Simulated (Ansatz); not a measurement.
TePb: the change of pressure and energy above lowest point with volume scale

All results are calculated (Ansatz 0.2.0). Free energy against uniform scaling of the volume at fixed shape and fractions; periodic cell, basis, potentials, k mesh and filling as listed.

The cell before it is scaled or strained (space group Fm-3m, No. 225):
```
TePb
1.0
      0.0000     3.2310     3.2310
      3.2310     0.0000     3.2310
      3.2310     3.2310     0.0000
Te Pb
1 1
Direct
  0.50000 0.50000 0.50000
  0.00000 0.00000 0.00000
```

Settings of every row: functional PBE; dispersion none; potentials PAW; wave cutoff 420 eV; density cutoff 1680 eV; k mesh 6x6x6; k shift 0x0x0; occupations fixed; smearing width 0 eV; spin none.

Limits: no spin-orbit coupling, which can matter with elements this heavy.

```
row  volume scale  V (Å³/atom)  pressure (GPa)  energy above lowest point (meV/atom)
  1          0.94       31.706            5.55                                    58
  2          0.96        32.38            4.29                                  37.4
  3          0.98       33.055            3.16                                  21.7
  4             1        33.73               ?                                     ?
  5          1.02       34.404            1.23                                   3.5
  6          1.04       35.079            0.41                                   0.1
  7          1.06       35.753           -0.33                                     0
```

Question: what pressure and energy above lowest point should row 4 give?

Worked fit of pressure. Take u = (V_r/V)^(2/3) − 1 with V_r = 33.73 Å³ an atom, which is twice the finite (Eulerian) strain; such expansions in the strain, on which the Birch-Murnaghan equation of state is built, carry the rest volume and the bulk modulus. The shown rows have u = 0.04212, 0.02761, 0.01357, -0.0131, -0.0258, -0.03809. Least squares give pressure = 2.143 + 72.16 × u + 198.3 × u² + 209 × u³ GPa; a parabola predicts inner rows, each left out in turn, worse (root mean square 0.0046 against 0.0019 GPa). All shown rows lie on it to the printed digit. The pressure vanishes at u = -0.0325, or V = 35.44 Å³ an atom, and there the bulk modulus at fixed shape and fractions is B = −V dP/dV = (2/3)(1 + u) dP/du = 38.7 GPa. The withheld row has u = 0, so the fit gives 2.143 + 72.16 × (0) + 198.3 × (0)² + 209 × (0)³ = 2.14 GPa.

The calculation gave 2.14 GPa. The fit meets it to the printed digit.

Worked fit of energy above lowest point. Take u = (V_r/V)^(2/3) − 1 with V_r = 33.73 Å³ an atom, which is twice the finite (Eulerian) strain; such expansions in the strain, on which the Birch-Murnaghan equation of state is built, carry the rest volume and the bulk modulus. The shown rows have u = 0.04212, 0.02761, 0.01357, -0.0131, -0.0258, -0.03809. Least squares give energy above lowest point = 10.56 + 679.9 × u + 10589 × u² meV/atom; a straight line predicts inner rows, each left out in turn, worse (root mean square 6.3 against 0.046 meV/atom). All shown rows lie on it to the printed digit. Its lowest point lies at u = -0.0321, or V = 35.42 Å³ an atom, and the curvature there gives the bulk modulus at fixed shape and fractions, B = (4/9)(1 + u)² E″(u)/V = 39.9 GPa. The withheld row has u = 0, so the fit gives 10.56 + 679.9 × (0) + 10589 × (0)² = 10.6 meV/atom.

The calculation gave 10.6 meV/atom. The fit meets it to the printed digit.
